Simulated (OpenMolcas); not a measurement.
## How basis sets differ on MgSiH4O (SMILES [MgH][O][SiH3])

MgSiH4O has 7 atoms, charge 0, and is taken as a singlet. SMILES: `[MgH][O][SiH3]`. The coordinates come from a PBE0-D4/def2-TZVP relaxation.

Each level gives the HOMO–LUMO gap (eV). The values are calculated.

```tsv
level	kind	program	value (eV)
HF/STO-3G	Hartree–Fock	OpenMolcas	16.99
HF/3-21G	Hartree–Fock	OpenMolcas	12.82
HF/def2-SVP	Hartree–Fock	OpenMolcas	12.46
HF/aug-pcseg-1 (Cholesky decomposition)	Hartree–Fock	OpenMolcas	11.55
```

The values span 11.55 to 16.99 eV. A Hartree–Fock LUMO above zero doesn't converge with the basis: it sinks as sets grow more diffuse. Orbital gaps aren't excitation energies.

The gap narrows at every step down the table, but not evenly. The largest drop, from 16.99 to 12.82 eV, comes on leaving the minimal basis, where a single function per valence orbital leaves the virtual orbitals almost no freedom to relax. Going on to def2-SVP, which adds polarization functions, changes little, so angular flexibility seems to matter less here than radial flexibility. The further fall to 11.55 eV with aug-pcseg-1, also of double-zeta valence quality, probably reflects its diffuse functions.

The HOMO is probably built from oxygen lone-pair and Mg–H bonding character, both fairly compact and reasonably described by a split-valence set. The LUMO probably has mostly magnesium 3s and 3p character, pointing away from the polar bonds. In Hartree–Fock an empty orbital feels the repulsion of all the electrons, which favours a spread-out form that compact sets can't represent. Since only gaps are listed, the separate shifts of the two orbitals remain undetermined.
